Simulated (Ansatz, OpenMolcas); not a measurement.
## A ladder of methods for C2H5NSi (SMILES C[SiH2]C#N)

C2H5NSi: 9 atoms, total charge 0, spin state singlet. SMILES: `C[SiH2]C#N`. The shape is that of a PBE0-D4/def2-TZVP optimisation.

Each level gives the vertical ionisation energy (to the doublet cation) (eV). The values are calculated.

```tsv
level	kind	program	value (eV)	less CCSD(T)/cc-pVDZ	CPU time (all runs)
HF/cc-pVDZ	Hartree–Fock	OpenMolcas	10.97	-0.94	58 s
SVWN5/cc-pVDZ	LDA	Ansatz	11.31	-0.60	8.2 s
PBE/cc-pVDZ	GGA	Ansatz	11.16	-0.75	10 s
r2SCAN/cc-pVDZ	meta-GGA	OpenMolcas	11.36	-0.55	3 min
B3LYP/cc-pVDZ	global hybrid	Ansatz	11.47	-0.44	13 s
PBE0/cc-pVDZ	global hybrid	Ansatz	11.54	-0.37	13 s
CAM-B3LYP/cc-pVDZ	range-separated hybrid	Ansatz	11.77	-0.14	13 s
B2PLYP/cc-pVDZ	double hybrid	Ansatz	11.74	-0.17	19 s
CCSD(T)/cc-pVDZ, open shells restricted	coupled cluster or CI	OpenMolcas	11.91	0.00	2.4 min
```

Differences are taken from CCSD(T)/cc-pVDZ, open shells restricted for orientation; it has basis-set and higher-order errors of its own. The values span 10.97 to 11.91 eV. Times are those of the runs behind each value, whatever else they computed, on shared processors of several kinds: orders of magnitude only.

Every lower rung places the ionisation energy below the coupled-cluster value, with Hartree–Fock furthest away at 10.97 eV. That is the expected sign when orbital relaxation is included but correlation is not: the neutral molecule has one more electron pair than the cation, so neglecting correlation destabilises it more and makes the electron too easy to remove.

Among the density functionals, adding exact exchange to PBE raises the value from 11.16 to 11.54 eV in PBE0, and CAM-B3LYP likewise lies above B3LYP, probably because exact exchange reduces the spurious stabilisation of a delocalised hole. The ladder is not a steady climb, however: SVWN5 lies above PBE, and B2PLYP offers no gain over CAM-B3LYP. The close agreement of these last two with coupled cluster therefore supports their use for this ionisation, but not a general ranking. The energies alone do not show whether the electron leaves a cyanide π orbital or the σ framework around silicon, two kinds of level that can lie close together in silyl cyanides.
